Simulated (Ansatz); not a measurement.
A ladder of methods for GaH3F− (SMILES [F][GaH3-])

GaH3F− has 5 atoms, charge -1, and is taken as a singlet. As SMILES, `[F][GaH3-]`. Geometry: a GFN2-xTB relaxation, a rough one for these elements and not checked as a minimum.

```xyz
5

F    -0.5006   -0.4959    1.5331
Ga    0.0294    0.0269   -0.0843
H    -0.8739    1.2297   -0.4738
H    -0.1773   -1.1961   -1.0215
H     1.5223    0.4354    0.0466
```

Quantity: the energy change with the F1–Ga2 bond stretched from 1.781 to 4.451 Å, in eV. The values are calculated.

```json
{"level": "HF/STO-3G (restricted)", "kind": "Hartree–Fock", "program": "Ansatz", "value (eV)": "8.49", "CPU time (all runs)": "0.36 s"}
{"level": "SVWN5/STO-3G (restricted)", "kind": "LDA", "program": "Ansatz", "value (eV)": "4.94", "CPU time (all runs)": "2.7 s"}
{"level": "PBE/STO-3G (restricted)", "kind": "GGA", "program": "Ansatz", "value (eV)": "4.49", "CPU time (all runs)": "4.4 s"}
{"level": "PBE0/STO-3G (restricted)", "kind": "global hybrid", "program": "Ansatz", "value (eV)": "5.62", "CPU time (all runs)": "5.2 s"}
{"level": "wB97X/STO-3G (restricted)", "kind": "range-separated hybrid", "program": "Ansatz", "value (eV)": "6.53", "CPU time (all runs)": "23 s"}
{"level": "B2PLYP/STO-3G (restricted)", "kind": "double hybrid", "program": "Ansatz", "value (eV)": "3.01", "CPU time (all runs)": "11 s"}
{"level": "MP2/STO-3G (restricted)", "kind": "perturbation theory", "program": "Ansatz", "value (eV)": "4.89", "CPU time (all runs)": "0.55 s"}
{"level": "CCSDT(Q)/STO-3G (restricted)", "kind": "coupled cluster or CI", "program": "Ansatz", "value (eV)": "1.27", "CPU time (all runs)": "3.9 s"}
```

All-electron rows without a relativistic Hamiltonian named are non-relativistic. Sets without diffuse functions describe the anion poorly. The first shape isn't each level's own minimum. The values span 1.27 to 8.49 eV. All rows use very small basis sets, so none should be taken for the real molecule's value. In the correlated wave-function rows the outer d shell of Ga is correlated, in sets not made for it. Times are those of the runs behind each value, whatever else they computed, on shared processors of several kinds: orders of magnitude only.

Every level makes stretching the Ga–F bond cost energy, but the methods do not agree on how much. The bond is a strongly polar dative one, with fluoride donating into the empty, largely 4p acceptor orbital of GaH3. It should therefore break heterolytically into two closed-shell fragments, a process a single restricted determinant normally describes well. The drop from 8.49 eV in Hartree–Fock to 1.27 eV in CCSDT(Q) is hard to reconcile with that picture, and probably arises because the minimal basis places compact fluoride too high in energy, bringing in a competing open-shell configuration, F plus GaH3−, that the restricted reference cannot represent. Among PBE, PBE0, wB97X and Hartree–Fock the cost rises steadily, whereas B2PLYP, with its perturbative correlation, falls below all of them. If the stretched state is indeed multiconfigurational, even the perturbative quadruples are no safe benchmark. Nor is the energy change a fluoride affinity, since ion–induced-dipole attraction persists at the stretched distance and the GaH3 fragment has not been relaxed towards planarity.
